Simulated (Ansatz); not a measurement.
**Strength of the O–Si bond: C2H8OSi2 → C2H7Si2 + OH**

Species: C2H8OSi2 `O[SiH2]/C=C/[SiH3]`, singlet; C2H7Si2 `[SiH2]/C=C/[SiH3]`, doublet; OH, doublet. 

Shapes, held fixed at every level: PBE0-D4/def2-TZVP. Flexible molecules stand in one conformer, not always the lowest. Programs: Ansatz 0.2.0. The zero-point and thermal change to 298 K, harmonic and unscaled (PBE0-D4/def2-TZVP), is -15.4 kJ/mol.

| level | kind | ΔH(298 K) (kJ/mol) | CPU time (sum over the molecules) |
| --- | --- | --- | --- |
| HF/def2-SVP | Hartree–Fock | +359.2 | – |
| B3LYP-D4/def2-TZVPP | global hybrid | +493.1 | 47 s |
| BHLYP-D4/def2-TZVPP | global hybrid | +484.7 | 38 s |
| PBE0-D4/def2-TZVPP | global hybrid | +491.2 | 35 s |
| r2SCAN0-D4/def2-TZVPP | global hybrid | +481.4 | 58 s |
| wB97M-V/def2-TZVPP | range-separated hybrid | +519.2 | 2 min |
| B2PLYP/def2-TZVPP | double hybrid | +505.4 | 65 s |

B2PLYP/def2-TZVPP gives ΔH(298 K) = +505.4 kJ/mol; the levels span +359.2 to +519.2. The median of the levels is +491.2. Hartree–Fock misses the correlation of the pair that is broken and comes out low. No measured value is set beside it here. Spin contamination: C2H7Si2 (⟨S²⟩ up to 0.91). Open shells run unrestricted unless RO is named. Times are processor times on shared x86 and Arm servers, and rough.

Breaking the Si–O bond homolytically is strongly endothermic at every level, with the correlated methods running from +481.4 to +519.2 kJ/mol. The strength comes mainly from the large electronegativity difference between silicon and oxygen, which gives the bond a substantial ionic contribution that is lost when two neutral radicals form. Donation from the oxygen lone pairs into σ* orbitals on silicon probably adds to it. The vinyl group next to the radical centre offers little compensation, since a silicon 3p-type orbital overlaps poorly with the carbon π system and silyl radicals tend to stay pyramidal.

The share of exact exchange alone does not order the hybrids: r2SCAN0 lies below BHLYP despite containing less of it. The Hartree–Fock gap also cannot be assigned wholly to correlation, because that row uses a smaller basis. The results support a strong bond towards homolysis, but say nothing about the barrier to hydrolysis or condensation, where nucleophilic attack at silicon can avoid free radicals altogether.
